**Zr₂N under biaxial strain: why is the energy symmetric at 2 % but not at 4 %?**

I strained a Zr₂N crystal equally along a and b and let the c axis and the atoms adjust. This is roughly what a film with its c axis normal to the substrate does when clamped in the plane, with its thickness free.

Zr2N (P4_2/mnm, 6 atoms per cell, 16.14 Å³ per atom unstrained), Ansatz 0.2.0: r2SCAN, plane-wave PAW, scalar-relativistic, no spin polarisation, 500 eV cutoff, 8×8×12 k mesh, 0.1 eV Gaussian smearing. At each strain of a and b, c and the atoms are relaxed; the zero-strain row, the reference for changes, is the cell as given. Stress is positive in compression; yy equals xx.

| strain (%) | energy change (meV/atom) | volume change (%) | c over a | stress xx (GPa) | stress zz (GPa) |
| --- | --- | --- | --- | --- | --- |
| -4 | 65.0 | -5.44 | 0.6511 | 16.99 | 0.01 |
| -2 | 15.4 | -2.81 | 0.6292 | 8.02 | 0.00 |
| 0 | 0.0 | 0.00 | 0.6093 | -0.13 | 0.23 |
| 2 | 15.5 | 3.09 | 0.5919 | -7.19 | 0.01 |
| 4 | 56.9 | 6.26 | 0.5755 | -12.73 | 0.01 |

At 2 % the energy change is practically the same for squeezing and stretching, so I took the well to be a parabola. At 4 %, however, squeezing costs clearly more. The stresses disagree with a parabola even at 2 %. Is there some change in the crystal between 2 and 4 %? And why does c respond so weakly that the volume changes by several per cent?

**Answer**

No change in the crystal is needed. The well is lopsided from the start, and at 2 % a small offset of your zero point happens to hide it.

Start with what the energy measures here. Stress zz is practically zero in the four strained rows, so only the two in-plane directions do work. With ε the in-plane strain, σ the stress xx (positive in compression) and V the volume per atom, the energy changes as

dE = −2 σ V dε / (1 + ε).

If the stress were proportional to the strain, σ = −M ε with a constant biaxial modulus M, this would integrate for small strains to

E = M V₀ ε²,

where V₀ is the volume per atom of the unstrained cell. Squeezing and stretching would then cost the same.

Put in numbers. The stress changes by 8.02 + 7.19 = 15.21 GPa between −2 and +2 %, which makes M about 380 GPa. With V₀ = 16.14 Å³ and 1 eV/Å³ = 160.2 GPa, a strain of 0.02 costs 380 × 16.14 × 0.0004 / 160.2 = 0.0153 eV, or 15.3 meV per atom. Only the stresses and the cell volume went into this estimate, no energies, and it meets both energies at 2 % within 0.2 meV.

Doubling the strain should cost four times as much, about 61 meV. The calculation gives 65.0 meV for squeezing and 56.9 meV for stretching, so the parabola misses by about 4 meV in opposite directions. That pattern points to a spring that stiffens when pressed and softens when pulled. The stresses show it directly: the modulus is about 450 GPa between −4 and −2 %, but only about 280 GPa between +2 and +4 %.

The usual reason lies in the shape of the forces between atoms. When neighbours are pushed together, their electron clouds overlap more and the repulsion rises steeply. When they are pulled apart, that repulsion fades quickly and leaves the attraction, which varies more gently with distance. Each further step of squeezing therefore meets more resistance than the one before, and each further step of stretching meets less. This picture gives the sign of the lopsidedness but not its whole course. A fading repulsion alone would be expected to soften the crystal ever more slowly as it is stretched. Here the modulus drops by about 70 GPa from the compressed end to the middle and by about 100 GPa from the middle to the stretched end. The relaxation of c and of the atoms may contribute, but these runs don't separate it, nor do they show which Zr–N or Zr–Zr contacts carry most of the effect.

**Why 2 % looks symmetric**

The row at zero strain is the odd one out. It is the cell as given, with c not relaxed, and it still carries small stresses. Its stress xx is slightly negative and its stress zz slightly positive, which means that the crystal would like to be a little narrower in the plane and a little longer along c. The energy minimum lies near −0.05 % strain instead of at zero.

That tiny offset matters because it tilts the energy curve. Measured from your zero, stretching starts by going uphill and squeezing starts by going downhill. The tilt adds about 0.7 meV at +2 %, while the softening of the crystal in tension removes about 0.7 meV. At −2 % both signs are reversed, and the two effects cancel again. These two numbers come from splitting the energy differences into exactly two terms, so taken alone they were bound to cancel. The stresses support the split independently: they give a linear term of 0.33 meV per % against 0.37 from the energies, and a cubic term of −0.085 against −0.086.

They can't cancel at every strain, because they grow at different rates. On doubling the strain the tilt doubles, but the lopsidedness, which goes as the cube of the strain, grows eightfold. At +4 % the tilt adds 1.5 meV and the softening removes 5.5 meV, so the asymmetry comes into the open. Had the starting cell been slightly too narrow in the plane instead of slightly too wide, the two effects would have added up, and the well would have looked too lopsided at 2 %.

As a cross-check, the program drew a smooth cubic through the work per unit strain in the four relaxed rows and integrated it. This returns all four energies within 0.2 meV. Stress is the derivative of the energy (strictly of the smeared free energy, which differs from the tabulated values by up to 0.1 meV), so the agreement shows that the two columns are consistent with each other; it doesn't prove the picture of the atomic forces. The details are in the output below.

**Why c moves, and why it moves so little**

Squeezing the plane crowds the atoms, and the crystal can relieve some of that by growing along the free axis. Growing along c, however, stretches the bonds that lie partly along that axis. The axis stops where the push from the crowded plane equals the pull of those bonds, which is the condition of zero stress zz. This is the Poisson effect. For small strains c changes by 2C₁₃/C₃₃ per unit of in-plane strain, about 0.53 here. An isotropic solid would give 2ν/(1 − ν), which is 1 for ν = 1/3 and 2 at constant volume, so 0.53 corresponds to ν near 0.2, a rather weak coupling. Whether a small C₁₃ or a large C₃₃ is responsible, these runs don't show.

The compromise lies far from constant volume. At −4 %, c would have to lengthen by 8.5 % to keep the volume; it lengthens by 2.6 %. The volume therefore falls by 5.4 %, where a fixed c would have given 7.8 %. The crystal resists a change of shape as well as a change of volume, so it settles for some of each.

The response of c is lopsided too. For each per cent of in-plane strain, c changes by about 0.7 % at the compressed end and by about 0.4 % at the stretched end. A plausible reason is that squeezing strengthens the push from the plane while the lengthened c axis becomes easier to stretch further, and that tension does the reverse. Testing this would take the separate elastic constants at each strain, which these runs don't provide.

Be careful with c over a as a measure of this response. It would rise from 0.609 to 0.635 at −4 % even if c stayed fixed, simply because a is shorter. Only the remaining rise, to 0.651, comes from the crystal's own adjustment.

**What to take from this**

To judge whether a crystal is still in its linear range, look at how the stress changes from step to step. Equal energies at one pair of opposite strains are weak evidence, since a slightly misplaced zero can produce them. As for a transition, the five points, 2 % apart, show no jump, and the crystal stays metallic in every row. The runs kept the symmetry of the starting cell and left out spin, though, so neither a distortion that breaks this symmetry nor magnetic order could have appeared.

The analysis program printed:

```
Response of the c axis:
  row  c strain in %  c/a if c were fixed  volume change in % if c were fixed  c strain in % for constant volume
   -4          2.586               0.6347                               -7.84                              8.507
   -2          1.201               0.6217                               -3.96                              4.123
    0              0               0.6093                                   0                                  0
    2        -0.9129               0.5974                                4.04                             -3.883
    4         -1.769               0.5859                                8.16                             -7.544
c strain per in-plane strain, from -4 to -2 %: -0.6926
c strain per in-plane strain, from -2 to +2 %: -0.5284
c strain per in-plane strain, from +2 to +4 %: -0.4282
c/a at zero strain interpolated from the four relaxed rows: 0.6096
biaxial modulus from -4 to -2 %, GPa: 448.5
biaxial modulus from -2 to +2 %, GPa: 380.2
biaxial modulus from +2 to +4 %, GPa: 277
Energy in meV/atom:
  row  computed  constant modulus  its miss  integrated stress  its miss too
   -4        65             61.29    -3.711              64.99     -0.008574
   -2      15.4             15.32  -0.07776              15.41       0.01365
    0         0                 0         0                  0             0
    2      15.5             15.32   -0.1778              15.37       -0.1305
    4      56.9             61.29     4.389              56.73       -0.1678
linear term from energies, meV/atom per %: 0.3708
linear term from stresses, meV/atom per %: 0.3294
cubic term from energies, meV/atom per %^3: -0.08646
cubic term from stresses, meV/atom per %^3: -0.08511
linear part at +2 %, meV/atom: 0.7417
cubic part at +2 %, meV/atom: -0.6917
linear part at +4 %, meV/atom: 1.483
cubic part at +4 %, meV/atom: -5.533
strain at the energy minimum, %: -0.048
```
